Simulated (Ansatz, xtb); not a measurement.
# CH5B2−: which of two isomers lies lower

We compare I, `[BH3-]B=C`, a singlet, with II, `BC=[BH2-]`, a singlet. Both are isolated ions in the gas phase, relaxed with B3LYP-D3(BJ)/def2-SVPD; the shapes shown needn't be the lowest conformers.

I (Å):

```xyz
8

C    -0.4078   -1.5059   -0.9771
B    -0.1813    1.2942    0.2660
B    -0.2550   -0.2375   -0.3567
H     0.9035    1.8640    0.1080
H    -1.0896   -1.6802   -1.8167
H    -1.0174    1.8268   -0.5013
H    -0.5989    1.4012    1.4238
H     0.1489   -2.3921   -0.6529
```

II (Å):

```yaml
atoms:
  - { symbol: C, position_ang: [0.5209, -0.2829, -0.4764] }
  - { symbol: B, position_ang: [1.4510, 0.6541, 0.2137] }
  - { symbol: B, position_ang: [-0.8276, -0.6603, 0.0317] }
  - { symbol: H, position_ang: [-1.5777, -1.4378, -0.5589] }
  - { symbol: H, position_ang: [1.1579, 1.1902, 1.2757] }
  - { symbol: H, position_ang: [0.8540, -0.7283, -1.4308] }
  - { symbol: H, position_ang: [-1.2716, -0.2110, 1.0815] }
  - { symbol: H, position_ang: [2.5613, 0.9501, -0.2285] }
```

Quicker runs give these differences E(II) − E(I): GFN2-xTB −33.5 kcal/mol; HF/STO-3G −33.3 kcal/mol (at GFN2-xTB geometries); r2SCAN-D4/def2-SVPD −18.2 kcal/mol (at GFN2-xTB geometries).

**Question.** Estimate E(II) − E(I) at the level CCSD(T)/def2-SVPD + ΔMP2/def2-TZVPPD.

**Answer.** Calculated at CCSD(T)/def2-SVPD + ΔMP2/def2-TZVPPD: E(II) − E(I) = −20.1 kcal/mol, so structure II lies lower.

How the difference moves with the method:

```csv
level,geometry,E(II) − E(I) (kcal/mol),departure from the last row (kcal/mol),"job, with rough time for the two"
GFN2-xTB,GFN2-xTB,−33.5,−13.4,"optimisation, 0.18 s"
HF/STO-3G,GFN2-xTB,−33.3,−13.1,"single point, 0.14 s"
r2SCAN-D4/def2-SVPD,GFN2-xTB,−18.2,+2.0,"single point, 2.2 s"
B3LYP-D3(BJ)/def2-SVPD,B3LYP-D3(BJ)/def2-SVPD,−20.0,+0.1,"optimisation, 13 s"
HF/def2-SVPD,B3LYP-D3(BJ)/def2-SVPD,−24.7,−4.6,part of the CCSD(T) run
MP2/def2-SVPD,B3LYP-D3(BJ)/def2-SVPD,−22.7,−2.5,part of the CCSD(T) run
CCSD(T)/def2-SVPD,B3LYP-D3(BJ)/def2-SVPD,−21.1,−1.0,single point
CCSD(T)/def2-SVPD + ΔMP2/def2-TZVPPD,B3LYP-D3(BJ)/def2-SVPD,−20.1,,"single point, 10 s"
```

As drawn, II has 1 C–B, 1 B–H in place of 1 B–B, 1 C–H.

The levels shown agree on the order. The largest departure from CCSD(T)/def2-SVPD + ΔMP2/def2-TZVPPD is that of GFN2-xTB, 13.4 kcal/mol. The last row adds to CCSD(T) the change of the MP2 difference between the two basis sets, here +1.0 kcal/mol.

With harmonic frequencies from B3LYP-D3(BJ)/def2-SVPD (ideal gas, rigid rotor, one conformer each, 298.15 K, 1 atm): on the last row, ΔE + ΔZPE = −18.8, ΔH = −19.4, ΔG = −18.0 kcal/mol.

The correlated steps freeze 3 core orbitals. Run with Ansatz 0.2.0, xtb 6.7.1; the last row on 2 threads of Arm Neoverse V1 on a shared host.

Isomer II is clearly favoured, and the thermal corrections trim its lead without threatening it. The drawn B=C double bond understates the reason: in the relaxed geometry the two C–B distances are practically equal and the B–C–B skeleton is planar with its hydrogens. This suggests a diborylmethyl anion, isoelectronic with the allyl cation, whose carbon π pair is shared with the empty p orbitals of both boron atoms. Isomer I instead keeps a nearly linear, two-coordinate boron with only an electron sextet, which the neighbouring B–H bonds can relieve only partly by hyperconjugation. Exchanging a B–B link for a second C–B bond probably helps II as well, outweighing the loss of a C–H bond to a B–H bond. The Hartree–Fock gap shrinks from −33.3 to −24.7 kcal/mol on leaving the minimal basis, probably because that basis describes the anion's diffuse charge poorly. The energies establish a thermodynamic preference, but not how readily I would rearrange to II.
